Dear colleague,

The tunnelling current you record above Ag(001) is set by the tail of the metal states several ångström into the vacuum, and you wondered how a code that couples only neighbouring atomic layers can produce such a tail. The short range belongs to an auxiliary system of repulsive spheres, and an exact algebraic step leads from that system back to the real one.

1. Premises and conventions

I use Rydberg units, ħ = 2m = 1 and e² = 2, with energies in Ry and lengths in bohr, so H = −∇² + V. Green's functions obey (E − H)G = δ. The energy has Im E > 0 or is real and outside the spectrum, and k = √E with Im k ≥ 0. The potential is real, local, and a sum of terms v_n confined to non-overlapping spheres about sites R_n; between the spheres it is zero, which fixes the energy zero. I take v_n spherical, so that t-matrices are diagonal in L = (l, m); the matrix algebra of section 3 does not need this. Y_L are real spherical harmonics, j_l and h_l = j_l + i n_l spherical Bessel and Hankel functions, and j_L(r) = j_l(kr) Y_L(r̂). Sites are also placed in the vacuum, on the continued fcc lattice. Spin-orbit coupling is left out.

2. The structural Dyson equation

The free Green's function is G0(x, x′) = −exp(ik|x − x′|)/(4π|x − x′|). Put x = R_n + r and x′ = R_m + r′. For n ≠ m it solves the homogeneous Helmholtz equation in both r and r′ and is regular at both centres, so it is a double series in j_L. For n = m the partial-wave expansion holds. Together,

G0 = δ_nm G0s(r, r′) + Σ j_L(r) g^nm_LL′ j_L′(r′), G0s = −ik Σ j_l(kr<) h_l(kr>) Y_L(r̂) Y_L(r̂′), (1)

with g^nn = 0. Setting r = r′ = 0 and Y_00² = 1/(4π) gives the s–s element

g^nm_00 = −exp(ikR)/R, R = |R_n − R_m|. (2)

The other elements are finite sums of h_l(kR) Y_L(R̂) and share this behaviour at large R. For E > 0 they fall only as 1/R, which is why ordinary KKR needs Ewald sums and full matrices.

For one sphere alone, the regular solution R_L(r) = R_l(r) Y_L(r̂) is normalised by the Lippmann–Schwinger equation R = j + G0s v R. Outside the sphere this reads

R_l = j_l − ik t_l h_l, t_l = ∫ j_l(kr) v(r) R_l(r) r² dr = −exp(iδ_l) sin δ_l / k. (3)

A weak repulsive sphere has t_0 > 0 at low energy. The single-site Green's function obeys Gs = G0s + G0s v Gs, and equivalently R = j + Gs v j.

For the whole system, G minus δ_nm Gs solves the homogeneous equation in spheres n and m and is regular there, so

G(R_n + r, R_m + r′) = δ_nm Gs^n + Σ R^n_L(r) G^nm_LL′ R^m_L′(r′). (4)

The matrix G^nm_LL′ is the structural Green's function. Insert (1) and (4) in G = G0 + G0 V G, the integral running over all spheres p. Four products arise. G0s v Gs combines with G0s to give δ_nm Gs, which cancels the same term on the left. G0s v R gives (R − j) G^nm R. The product of j g^nm j with v Gs, added to the bare term j g^nm j, gives j g^nm R, since Gs is symmetric and j + Gs v j = R. The last product gives j Σ_p g^np t_p G^pm R by (3). The term R G R cancels on both sides, and the coefficients of the independent functions j_L(r) R_L′(r′) must vanish:

G = g + g t G, (5)

a matrix equation in site and L indices with t site-diagonal.

3. The screening transformation

Take a second set of potentials on the same sites, in spheres that again do not overlap, with t-matrices t_r. The same g appears, so (1 − g t_r) G_r = g and

G_r = (1 − g t_r)⁻¹ g = g (1 − t_r g)⁻¹. (6)

The two forms agree because (1 − g t_r) g = g (1 − t_r g). Let Δt = t − t_r. Equation (5) is (1 − g t_r) G = g + g Δt G. Multiplying from the left by (1 − g t_r)⁻¹ and using (6) on both terms,

G = G_r + G_r Δt G. (7)

No inverse of g was needed. Now define τ_Δ = Δt + Δt G Δt and suppose Δt invertible. Then Δt⁻¹ τ_Δ = 1 + G Δt, while G_r τ_Δ = (G_r + G_r Δt G) Δt = G Δt by (7). The difference is the unit matrix, so

τ_Δ = (Δt⁻¹ − G_r)⁻¹, (8)

and solving the definition of τ_Δ for G,

G = Δt⁻¹ τ_Δ Δt⁻¹ − Δt⁻¹. (9)

Equations (6), (8) and (9) are exact. The matrix to invert, Δt⁻¹ − G_r, has the range of G_r, because Δt is site-diagonal. Its inverse is not short-ranged; it carries the range of the physical G. Note that τ_Δ is not the physical scattering-path operator, which is t + t G t.

The spectrum is preserved. From (6), (1 − g t_r)(1 − G_r Δt) = 1 − g t_r − g Δt = 1 − g t, so

det(1 − g t) = det(1 − g t_r) · det(1 − G_r Δt). (10)

Where the reference system has no states the first factor has no zeros, and the physical levels are the zeros of the second.

Empty space is a sharp test. With t = 0, Δt = −t_r, and (7) gives G = (1 + G_r t_r)⁻¹ G_r. By (6), 1 + G_r t_r = (1 − g t_r)⁻¹, so G = (1 − g t_r) G_r = g: the inversion rebuilds the free propagator. The choice of constant repulsive spheres as reference is that of Zeller, Dederichs, Újfalussy, Szunyogh and Weinberger (1995).

4. Why and how fast G_r decays

Let the reference be a perfect lattice of spheres of radius S and height V0 > 0 filling all space, metal side and vacuum side alike, with filling fraction f. Its spectrum starts at the band bottom E_b > 0.

(a) From kernel to matrix. For n ≠ m, multiply (4) by R_L(r) R_L′(r′) and integrate over both spheres. G_r^nm is then a matrix element of the operator G_r divided by N_l N_l′, with N_l = ∫ R_l² r² dr. For real E < V0, R_l inside the sphere is a nonzero constant times the nodeless function i_l(κr), κ² = V0 − E, so N_l ≠ 0; at E = 0 exactly the factors k^l must first be scaled out. The structural matrix therefore decays as the kernel does.

(b) Lower bound on the decay constant. Write Bloch functions as exp(ik_B·x) u(x) with u periodic, so that u sees H(k_B) = (−i∇ + k_B)² + V. The kernel is the zone average of exp(iq·(x − x′)) times the periodic resolvent [E − H(q)]⁻¹. Shift q to q + iγn, with n a unit vector. The integrand is periodic in q, so the edge pieces of the contour cancel, and the shift is allowed until E becomes an eigenvalue of

H(q + iγn) = H(q) − γ² + 2iγ n·(−i∇ + q). (11)

The last term is anti-Hermitian and has a purely imaginary expectation value. For normalised u,

Re⟨u|H(q + iγn) − E|u⟩ ≥ E_b − Re E − γ². (12)

While the right side is positive there is no eigenvalue, and the resolvent is bounded by its reciprocal. Taking n along R_n − R_m, the exponential supplies exp(−γR), so |G_r^nm| ≤ C exp(−γR) for every γ² < E_b − Re E, with C proportional to exp(2γS)/(E_b − Re E − γ²). This is the argument of Combes and Thomas. The contour stops at the complex band with the smallest imaginary part, which I now call γ, and

γ ≥ √(E_b − Re E). (13)

For a surface, k∥ is conserved and only the integral over k_z is done. The residue at the nearest pole makes the coupling of layers p apart fall as exp(−γ(k∥) p d), with d the layer spacing, and (12) holds with E_b replaced by the lowest reference energy at that k∥, which is not smaller.

(c) Which band is slowest. For real E < E_b, −G_r = ∫ exp(Es) exp(−sH) ds over s from 0 to ∞. The kernel of exp(−sH) is a limit of products of Gaussians and factors exp(−sV/N), all positive, so −G_r(x, x′) > 0. The same formula gives |G_r(E)| ≤ −G_r(Re E), so complex energies decay at least as fast. The lattice sum Σ_R G_r(x + R, x′) exp(−iq·R + γ n·R) has terms of one sign when q = 0, and phases can only reduce the modulus. As γ grows, the q = 0 sum is thus the first to diverge, and a sum of positive terms diverges at a singularity on the real γ axis. The slowest band is purely imaginary, k_B = iγn, and its u, being the residue of a positive kernel, can be taken positive.

(d) Upper bound. With q = 0 and u = exp(w), dividing the eigenvalue equation by u gives −∇²w − |∇w|² + 2γ n·∇w − γ² + V = E. In the cell average the derivatives of the periodic w vanish, and γ² = fV0 − E − ⟨|∇w|²⟩. With (13), for real E < E_b,

E_b − E ≤ γ² ≤ fV0 − E. (14)

So √(E_b − E) is a lower bound, and a good estimate when the bracket is narrow. Close to the bottom, E(k_B) = E_b + k_B²/m* in a cubic lattice, with m* in electron masses, so γ = √(m*(E_b − E)) and G_r falls as exp(−γR)/R; the bound (13) then says m* ≥ 1. Further down γ depends on n. The decay rate between two sites along R̂ is the largest projection γ(n) n·R̂, which lies in the same bracket, and along [001] at k∥ = 0 the layer coupling has γ(ẑ).

(e) An estimate inside the bracket. With Fourier components V_K at reciprocal vectors K, second-order theory gives E = k_B² + fV0 − Σ V_K²/(K² + 2k_B·K). Put k_B = iγẑ and pair K_z with −K_z:

γ² = fV0 − E − Σ V_K² K²/(K⁴ + 4γ²K_z²), K ≠ 0. (15)

5. What truncation costs

In practice G_r is computed from (6) on a small cluster, Fourier-transformed in the plane, and cut off beyond P layers. The matrix in (8) is then banded, or block-tridiagonal when layers are grouped, and its diagonal blocks cost work linear in the number of layers. The cut-off is the one approximation that screening adds, and its effect on an evanescent tail is larger than exp(−γPd). In vacuum the physical decay constant κ0 is the point q = iκ0 where the Fourier transform of Δt⁻¹ − G_r along z becomes singular, and there the coupling across p layers is weighted by exp(+κ0 p d).

A one-channel model shows this in closed form. Put the energy zero at the vacuum level, take E = −κ0², keep l = 0 and k∥ = 0, and replace the sum of (2) over another layer by its planar average. With area A per site,

g_p = −(1/A) ∫ exp(−κ0 R)/R d²ρ = −β exp(−K|p|), β = 2π/(Aκ0), K = κ0 d.

Call the sum within the layer g_0. The geometric series 1 + 2 Σ exp(−Kp) cos(pθ) = sinh K/(cosh K − cos θ), p ≥ 1, θ = qd, gives g(θ) = g_0 + β − β sinh K/(cosh K − cos θ). For scalars, (6) reads G_r + 1/t_r = t_r⁻²/(1/t_r − g). With b = 1/t_r − g_0 − β and cosh Γ = cosh K + (β/b) sinh K,

G_r + 1/t_r = (cosh K − cos θ)/[t_r² b (cosh Γ − cos θ)]. (16)

G_r has its pole at θ = iΓ, so Γ = γd, and τ_Δ = −1/(G_r + 1/t_r) has its pole at θ = iK, as section 3 demands. Write the ratio in (16) as 1 − (cosh Γ − cosh K)/(cosh Γ − cos θ), expand the last fraction by the same series with Γ, and cut it at P. The pole of τ_Δ moves to θ = iK′, where

1 + 2 Σ exp(−Γp) cosh(pK′) = sinh Γ/(cosh Γ − cosh K), p = 1 … P. (17)

For P → ∞, K′ = K. For finite P, when exp(K) and exp(Γ − K) are large, the missing term of about exp(−(P + 1)(Γ − K)) is made up by the change of the p = 1 term, about exp(−(Γ − K))(K′ − K), so

K′ − K ≈ exp(−P(Γ − K)). (18)

The truncated vacuum is too opaque, by an amount governed by γ − κ0.

6. Range of validity

Equations (7) to (10) hold at any energy where the inverses exist, for non-spherical t-matrices, and at any angular-momentum cut-off l_max applied to g, t and t_r alike. Equation (9) needs Δt invertible on every site; where it is singular or nearly so, G = (1 − G_r Δt)⁻¹ G_r is the safe form. For high l, Δt is small and the two terms of (9) nearly cancel on the site diagonal, which costs digits.

Exponential decay by (13) needs Re E < E_b. It fades as E approaches E_b, so photoemission final states far above the vacuum level need a higher V0. Since E_b stays below the hard-sphere value however large V0 is, the window cannot be widened without limit.

The bracket (14) is proved for the local reference potential, that is l_max → ∞. A cut-off removes the repulsion from the higher waves, so the band bottom can only go down, and the potential becomes non-local, so (11) acquires extra terms. The decay at finite l_max has to be verified numerically.

Section 2 assumed zero potential between spheres. A surface has two natural zeros, the interstitial level of the metal and the vacuum level, and one of the two regions must then be described by space-filling cells with full t-matrices. Section 3 is unchanged by that, but convergence in l is slower. Below I put the zero at the vacuum level, so that deep vacuum has t = 0 exactly and V0 is measured from there.

7. Numbers for the vacuum above Ag(001)

The inputs are an approximate lattice constant a = 7.72 bohr (4.09 Å), the compiled (100) work function Φ = 4.36 eV (Patra 2017), which is 0.3205 Ry, and my choice of touching spheres with V0 = 2 Ry. Then S = a/(2√2) = 2.729 bohr, d = a/2 = 3.86 bohr, f = π/(3√2) = 0.7405, fV0 = 1.481 Ry and u0 = (2π/a)² = 0.6624 Ry. At the Fermi level E = −Φ, so κ0 = 0.566 bohr⁻¹ = 1.07 Å⁻¹ and K = 2.185.

Invertibility. In vacuum Δt = −t_r. In (3) R_l is nodeless for E < V0, and so is j_l(kr) inside the sphere for E < (π/S)² = 1.325 Ry, so no t_r,l vanishes below that energy, which exceeds the E_b found below. For l = 0 at E = −Φ, rR_0 = sinh(κ0r)/κ0 − t_0 exp(−κ0r) outside is matched to sinh(κr) inside, with κ = 1.523 bohr⁻¹ and logarithmic derivative D = κ coth κS = 1.524 bohr⁻¹. This gives t_0 = exp(κ0S)[D sinh(κ0S)/κ0 − cosh(κ0S)]/(D + κ0) = 8.0 bohr.

Band bottom. The Fourier components of the spheres are V_K = fV0 · 3(sin x − x cos x)/x³ with x = KS = π√(N/2), K² = N u0 and N = h² + k² + l² for K = (2π/a)(hkl). In Ry: V111 = 0.1778, V200 = 0.0111, V220 = −0.1125, V311 = −0.0284, V222 = −0.0022, V400 = 0.0515, V331 = 0.0446, V420 = 0.0371, V422 = 0.0008, V440 = −0.0281. The lowest state at the zone centre is fully symmetric, so I use normalised sums over the stars 000, 111, 200 and 220, with n = 1, 8, 6 and 12 members, labelled 0 to 3. Measured from fV0, the element between stars A and B is W_AB = δ_AB K_A² + √(n_A/n_B) Σ V_(a − b), with a fixed in A, b running over B and b = a omitted. For example W_11 = 3u0 + 3V200 + 3V220 + V222. In Ry,

W_00 = 0, W_01 = 0.503, W_02 = 0.027, W_03 = −0.390,
W_11 = 1.681, W_12 = 0.517, W_13 = 0.405,
W_22 = 2.251, W_23 = 0.130, W_33 = 4.927.

The lowest eigenvalue is −0.190 Ry, so E_b ≤ 1.291 Ry by the variational principle. The stars 311, 400, 331 and 420 contribute a further 0.010 Ry downward in direct second order, Σ n V²/K². I take E_b ≈ 1.28 Ry; a further drop of 0.02 Ry would lower the bound on γ by only 0.008 bohr⁻¹.

Decay constant. The bracket (14) runs from √(E_b + Φ) ≈ 1.27 to √(fV0 + Φ) = 1.34 bohr⁻¹. Solving (15) with the three stars gives a sum of 0.080 Ry and γ = 1.31 bohr⁻¹. At γ = 0 the same sum is 0.156 Ry against 0.190 Ry from the matrix, so higher orders are not negligible in the sum; raising it to 0.10 Ry gives γ = 1.30 bohr⁻¹. Two figures are safe, γ ≈ 1.3 bohr⁻¹. The screened coupling drops per layer by exp(−γd), between 0.0074 and 0.0057 across the bracket, against exp(−K) = 0.112 for the bare g. Between the vacuum level and E_b the bare g does not decay exponentially at all, while G_r still does.

Truncation. With γ = 1.3 bohr⁻¹, Γ = 5.02 and exp(−(Γ − K)) = 0.059. I let t_r in the one-channel model be whatever reproduces this Γ, since (17) depends on Γ and K alone. For P = 1 the equation gives K′ = 2.25, a decay constant about 3 per cent too large, and an apparent barrier (K′/d)² about 0.25 eV above Φ. For P = 2 the excess is about 0.2 per cent, or 0.01 eV. These are the model's figures. It omits l > 0 and the in-plane corrugation of g, whose four leading terms have decay constant √(κ0² + 2u0) = 1.28 bohr⁻¹ and amount to 11 per cent of g_1 in magnitude, so trust the scaling (18) and not the last digit.

The flat vacuum gives a state density at k∥ = 0 that falls by exp(2κ0 × 1 Å) = 8.5 per ångström. This number is the model's and follows from Φ alone; it is in line with the typical order of magnitude per ångström in tunnelling from metals. The largest neglected piece of physics is the image potential −1/(2z) Ry, with z measured from the image plane. At z = 7.72 bohr, two layer spacings out, it is −0.065 Ry and lowers the local decay constant by 11 per cent, more than the P = 1 truncation raises it and far more than the P = 2 truncation does. With couplings kept over two layers, the vacuum tail above Ag(001) is limited by the barrier potential put into t, not by the screening.